**Highest eigenvalue and radius along the 37-electron isoelectronic sequence**

The table holds minus the highest Kohn-Sham eigenvalue, the label and mean radius of that level, for ions from Sr⁺ to Bi⁴⁶⁺, from spherical, spin-unpolarised Dirac calculations with the LB94 model potential, and NIST ionisation energies for four of the ions. The program fits nothing: it compares each row with the hydrogenic value Ry(q+1)²/n² and inverts the hydrogenic formulas for energy, radius and fine-structure splitting into effective charges. All rows are bound more strongly than the estimate, by a factor that falls from 2.62 to 1.27 along the 4d rows while the excess charge rises from 2.47 to 5.99; Sr⁺ has a 5s electron and stands apart. The curvature of the binding in Z stays above the hydrogenic 1.70 eV, passes a shallow minimum of 1.78 eV and rises again by more than rounding can explain. The errors relative to the NIST values are +10.3, +3.4, +1.4 and −0.13 %, the last against a semi-empirical value uncertain by 1.5 eV.

Ions with 37 electrons, Sr+ to Bi46+, in the ground configurations that NIST lists, with j = l − 1/2 subshells filled first. All-electron Dirac Kohn-Sham calculations with radks 1 (radial solver with Libxc): LB94 model potential, spherical densities, no spin polarisation, Fermi nucleus. Minus the highest occupied eigenvalue serves as an estimate of the ionisation energy.

## Numerical check

```python
# Table: minus highest eigenvalue and mean radius, 37-electron ions; radks, spherical Dirac
# Kohn-Sham, LB94, spin-unpolarised. Tested: hydrogenic estimate with charge q+1 (no fit),
# inverted to effective charges; slopes, curvature, spin-orbit share, errors against NIST.
T = {
    'ion': ['Sr+', 'Zr3+', 'Mo5+', 'Ru7+', 'Pd9+', 'Ag10+', 'In12+', 'Sb14+', 'I16+', 'Cs18+', 'Ba19+', 'Ce21+', 'Nd23+', 'Sm25+', 'Eu26+', 'Tb28+', 'Ho30+', 'Tm32+', 'Yb33+', 'Hf35+', 'W37+', 'Os39+', 'Pt41+', 'Au42+', 'Tl44+', 'Bi46+'],
    'Z': [38, 40, 42, 44, 46, 47, 49, 51, 53, 55, 56, 58, 60, 62, 63, 65, 67, 69, 70, 72, 74, 76, 78, 79, 81, 83],
    'charge': [1, 3, 5, 7, 9, 10, 12, 14, 16, 18, 19, 21, 23, 25, 26, 28, 30, 32, 33, 35, 37, 39, 41, 42, 44, 46],  # e
    'minus_highest_eigenvalue': [12.172, 35.591, 69.803, 112.1, 162.07, 189.86, 250.96, 319.33, 394.9, 477.63, 521.67, 615.11, 715.66, 823.33, 879.84, 998.21, 1123.7, 1256.4, 1325.4, 1468.9, 1619.5, 1777.4, 1942.6, 2027.9, 2204.1, 2387.6],  # eV
    'highest_level_mean_radius': [3.5863, 1.8042, 1.4398, 1.2184, 1.0645, 1.0032, 0.90168, 0.82061, 0.75399, 0.69806, 0.67327, 0.62889, 0.59022, 0.55619, 0.54065, 0.51208, 0.48643, 0.46326, 0.45248, 0.43237, 0.41396, 0.39703, 0.38142, 0.37406, 0.36013, 0.34718],  # bohr
    'highest_level': ['5s1/2', '4d3/2', '4d3/2', '4d3/2', '4d3/2', '4d3/2', '4d3/2', '4d3/2', '4d3/2', '4d3/2', '4d3/2', '4d3/2', '4d3/2', '4d3/2', '4d3/2', '4d3/2', '4d3/2', '4d3/2', '4d3/2', '4d3/2', '4d3/2', '4d3/2', '4d3/2', '4d3/2', '4d3/2', '4d3/2'],
    'nist': [11.030276, 34.41836, 68.82704, None, None, None, None, None, None, None, None, None, None, None, None, None, None, None, None, None, 1621.7, None, None, None, None, None],  # eV
    'nist_kind': ['measured', 'measured', 'measured', None, None, None, None, None, None, None, None, None, None, None, None, None, None, None, None, None, 'semi-empirical', None, None, None, None, None],
    'nist_unc': [2.5e-06, 6e-05, 0.00021, None, None, None, None, None, None, None, None, None, None, None, None, None, None, None, None, None, 1.5, None, None, None, None, None],  # eV
    'error': [1.14, 1.17, 0.976, None, None, None, None, None, None, None, None, None, None, None, None, None, None, None, None, None, -2.18, None, None, None, None, None],  # eV
}
import numpy as np
from scipy.constants import physical_constants as pc, alpha
Ry = pc['Rydberg constant times hc in eV'][0]
ion = T['ion']; lev = T['highest_level']
Z = np.array(T['Z'], float); E = np.array(T['minus_highest_eigenvalue'], float)
r = np.array(T['highest_level_mean_radius'], float)
c = Z - 36  # q+1
n = np.array([int(s[0]) for s in lev]); l = np.array(['spdf'.index(s[1]) for s in lev])
H = Ry*c**2/n**2
ZE = n*np.sqrt(E/Ry); Zr = (3*n**2 - l*(l+1))/(2*r)
d = l == 2; i0 = int(np.argmax(d)); ix = {int(z): i for i, z in enumerate(Z)}
print("H = Ry(q+1)^2/n^2; Z_E, Z_r = hydrogenic charge from energy, radius; slope from previous row")
print("ion level | H eV | E/H | Z_E | Z_E-(q+1) | Z_r | Z-Z_r | slope eV per Z")
for i in range(len(Z)):
    s = "-" if i == 0 else f"{(E[i]-E[i-1])/(Z[i]-Z[i-1]):.2f}" + (" (orbital changes)" if lev[i] != lev[i-1] else "")
    print(f"{ion[i]} {lev[i]} | {H[i]:.1f} | {E[i]/H[i]:.3f} | {ZE[i]:.2f} | {ZE[i]-c[i]:.2f} | {Zr[i]:.2f} | {Z[i]-Zr[i]:.2f} | {s}")
print(f"{ion[i0]} to {ion[-1]}: E x{E[-1]/E[i0]:.1f}, (q+1)^2 x{(c[-1]/c[i0])**2:.1f}, radius /{r[i0]/r[-1]:.2f}, "
      f"q+1 x{c[-1]/c[i0]:.2f}; radius step {ion[0]}/{ion[1]} {r[0]/r[1]:.2f}, {ion[1]}/{ion[2]} {r[1]/r[2]:.2f}")
lc = np.diff(np.log(c[d])); pE = np.diff(np.log(E[d]))/lc; pr = np.diff(np.log(r[d]))/lc
print(f"4d local exponent in q+1, first and last step: E {pE[0]:.2f}, {pE[-1]:.2f} (hydrogenic 2); r {pr[0]:.2f}, {pr[-1]:.2f} (hydrogenic -1)")
def curv(z, y):
    return 2*((y[2]-y[1])/(z[2]-z[1]) - (y[1]-y[0])/(z[1]-z[0]))/(z[2]-z[0])
u = 0.5*10.0**(np.floor(np.log10(E)) - 4)  # half unit of fifth figure
K = []; U = []; txt = []
for w in [(40, 42, 44), (46, 49, 53), (56, 60, 65), (65, 70, 74), (74, 79, 83)]:
    j = [ix[z] for z in w]
    K.append(curv(Z[j], E[j])); U.append(abs(curv(Z[j], u[j]*np.array([1, -1, 1]))))
    txt.append(f"Z{w[0]}-{w[2]} {K[-1]:.3f}+-{U[-1]:.3f}")
print(f"d2E/dZ2 in eV (+- rounding limit); hydrogenic n=4 {2*Ry/16:.3f}, n=5 {2*Ry/25:.3f}")
print("  " + "; ".join(txt))
# further outputs of the same runs: -e(4d3/2), -e(4d5/2), -e(4s1/2) in eV, <r>(4p3/2) in bohr
X = {49: (250.959, 249.431, 363.481, 0.840955), 62: (823.333, 815.993, 1038.14, 0.556533),
     72: (1468.86, 1451.55, 1789.62, 0.442534), 83: (2387.56, 2350.4, 2872.67, 0.360646)}
print("ion | 4d splitting eV | % of E | charge from splitting | Z less it | 4s/4d energy | r(4d)/r(4p3/2)")
zs = np.array(list(X), float); so = []; rr = []
for z, (a, b, s4, rp) in X.items():
    i = ix[z]; so.append(a - b); rr.append(r[i]/rp)
    zso = (so[-1]*64*6/(Ry*alpha**2))**0.25
    print(f"{ion[i]} | {so[-1]:.2f} | {100*so[-1]/a:.2f} | {zso:.1f} | {z-zso:.1f} | {s4/a:.3f} | {rr[-1]:.3f}")
so = np.array(so); Es = E[[ix[int(z)] for z in zs]]
k1, k2 = 0.6*curv(zs[:3], so[:3]), 0.6*curv(zs[1:], so[1:])
print(f"d2/dZ2 eV, Z49-72 and Z62-83: 3/5 of splitting {k1:.3f}, {k2:.3f}; E {curv(zs[:3], Es[:3]):.3f}, {curv(zs[1:], Es[1:]):.3f}")
# further outputs, Sr+: <r>(4p3/2) = 1.55848 bohr, F0(5s,5s) = 6.82282 eV
print(f"{ion[0]}: r(5s)/r(4p3/2) {r[0]/1.55848:.2f}; error is {100*T['error'][0]/6.82282:.0f} % of F0(5s,5s)")
for i, v in enumerate(T['nist']):
    if v is not None:
        e = T['error'][i]
        print(f"{ion[i]} ({T['nist_kind'][i]}): error {e:+.2f} eV, {100*e/v:+.2f} %, |error|/uncertainty {abs(e)/T['nist_unc'][i]:.2g}, "
              f"Z_E-(q+1) from NIST {n[i]*np.sqrt(v/Ry)-c[i]:.2f}")
assert np.all(np.diff(E) > 0) and np.all(np.diff(r) < 0)
assert np.all(E > H) and np.all(np.diff((E/H)[d]) < 0) and np.all(np.diff((ZE-c)[d]) > 0)
assert 1 < pE[0] < pE[-1] < 2 and rr[0] > 1 > rr[-1]
assert min(K) > 2*Ry/16 and K[-1] - K[2] > U[-1] + U[2]
```

Output:

```
H = Ry(q+1)^2/n^2; Z_E, Z_r = hydrogenic charge from energy, radius; slope from previous row
ion level | H eV | E/H | Z_E | Z_E-(q+1) | Z_r | Z-Z_r | slope eV per Z
Sr+ 5s1/2 | 2.2 | 5.591 | 4.73 | 2.73 | 10.46 | 27.54 | -
Zr3+ 4d3/2 | 13.6 | 2.616 | 6.47 | 2.47 | 11.64 | 28.36 | 11.71 (orbital changes)
Mo5+ 4d3/2 | 30.6 | 2.280 | 9.06 | 3.06 | 14.59 | 27.41 | 17.11
Ru7+ 4d3/2 | 54.4 | 2.060 | 11.48 | 3.48 | 17.24 | 26.76 | 21.15
Pd9+ 4d3/2 | 85.0 | 1.906 | 13.81 | 3.81 | 19.73 | 26.27 | 24.98
Ag10+ 4d3/2 | 102.9 | 1.845 | 14.94 | 3.94 | 20.93 | 26.07 | 27.79
In12+ 4d3/2 | 143.7 | 1.746 | 17.18 | 4.18 | 23.29 | 25.71 | 30.55
Sb14+ 4d3/2 | 191.3 | 1.669 | 19.38 | 4.38 | 25.59 | 25.41 | 34.18
I16+ 4d3/2 | 245.8 | 1.607 | 21.55 | 4.55 | 27.85 | 25.15 | 37.78
Cs18+ 4d3/2 | 307.0 | 1.556 | 23.70 | 4.70 | 30.08 | 24.92 | 41.37
Ba19+ 4d3/2 | 340.1 | 1.534 | 24.77 | 4.77 | 31.19 | 24.81 | 44.04
Ce21+ 4d3/2 | 411.6 | 1.495 | 26.90 | 4.90 | 33.39 | 24.61 | 46.72
Nd23+ 4d3/2 | 489.8 | 1.461 | 29.01 | 5.01 | 35.58 | 24.42 | 50.27
Sm25+ 4d3/2 | 574.8 | 1.432 | 31.12 | 5.12 | 37.76 | 24.24 | 53.84
Eu26+ 4d3/2 | 619.9 | 1.419 | 32.17 | 5.17 | 38.84 | 24.16 | 56.51
Tb28+ 4d3/2 | 715.1 | 1.396 | 34.26 | 5.26 | 41.01 | 23.99 | 59.19
Ho30+ 4d3/2 | 817.2 | 1.375 | 36.35 | 5.35 | 43.17 | 23.83 | 62.75
Tm32+ 4d3/2 | 926.0 | 1.357 | 38.44 | 5.44 | 45.33 | 23.67 | 66.35
Yb33+ 4d3/2 | 983.0 | 1.348 | 39.48 | 5.48 | 46.41 | 23.59 | 69.00
Hf35+ 4d3/2 | 1102.1 | 1.333 | 41.56 | 5.56 | 48.57 | 23.43 | 71.75
W37+ 4d3/2 | 1227.9 | 1.319 | 43.64 | 5.64 | 50.73 | 23.27 | 75.30
Os39+ 4d3/2 | 1360.6 | 1.306 | 45.72 | 5.72 | 52.89 | 23.11 | 78.95
Pt41+ 4d3/2 | 1500.0 | 1.295 | 47.80 | 5.80 | 55.06 | 22.94 | 82.60
Au42+ 4d3/2 | 1572.3 | 1.290 | 48.83 | 5.83 | 56.14 | 22.86 | 85.30
Tl44+ 4d3/2 | 1722.0 | 1.280 | 50.91 | 5.91 | 58.31 | 22.69 | 88.10
Bi46+ 4d3/2 | 1878.4 | 1.271 | 52.99 | 5.99 | 60.49 | 22.51 | 91.75
Zr3+ to Bi46+: E x67.1, (q+1)^2 x138.1, radius /5.20, q+1 x11.75; radius step Sr+/Zr3+ 1.99, Zr3+/Mo5+ 1.25
4d local exponent in q+1, first and last step: E 1.66, 1.84 (hydrogenic 2); r -0.56, -0.84 (hydrogenic -1)
d2E/dZ2 in eV (+- rounding limit); hydrogenic n=4 1.701, n=5 1.088
  Z40-44 2.021+-0.002; Z46-53 1.816+-0.002; Z56-65 1.781+-0.001; Z65-74 1.797+-0.008; Z74-83 1.832+-0.010
ion | 4d splitting eV | % of E | charge from splitting | Z less it | 4s/4d energy | r(4d)/r(4p3/2)
In12+ | 1.53 | 0.61 | 30.0 | 19.0 | 1.448 | 1.072
Sm25+ | 7.34 | 0.89 | 44.4 | 17.6 | 1.261 | 0.999
Hf35+ | 17.31 | 1.18 | 55.0 | 17.0 | 1.218 | 0.977
Bi46+ | 37.16 | 1.56 | 66.6 | 16.4 | 1.203 | 0.963
d2/dZ2 eV, Z49-72 and Z62-83: 3/5 of splitting 0.029, 0.046; E 1.785, 1.806
Sr+: r(5s)/r(4p3/2) 2.30; error is 17 % of F0(5s,5s)
Sr+ (measured): error +1.14 eV, +10.34 %, |error|/uncertainty 4.6e+05, Z_E-(q+1) from NIST 2.50
Zr3+ (measured): error +1.17 eV, +3.40 %, |error|/uncertainty 2e+04, Z_E-(q+1) from NIST 2.36
Mo5+ (measured): error +0.98 eV, +1.42 %, |error|/uncertainty 4.6e+03, Z_E-(q+1) from NIST 3.00
W37+ (semi-empirical): error -2.18 eV, -0.13 %, |error|/uncertainty 1.5, Z_E-(q+1) from NIST 5.67
```
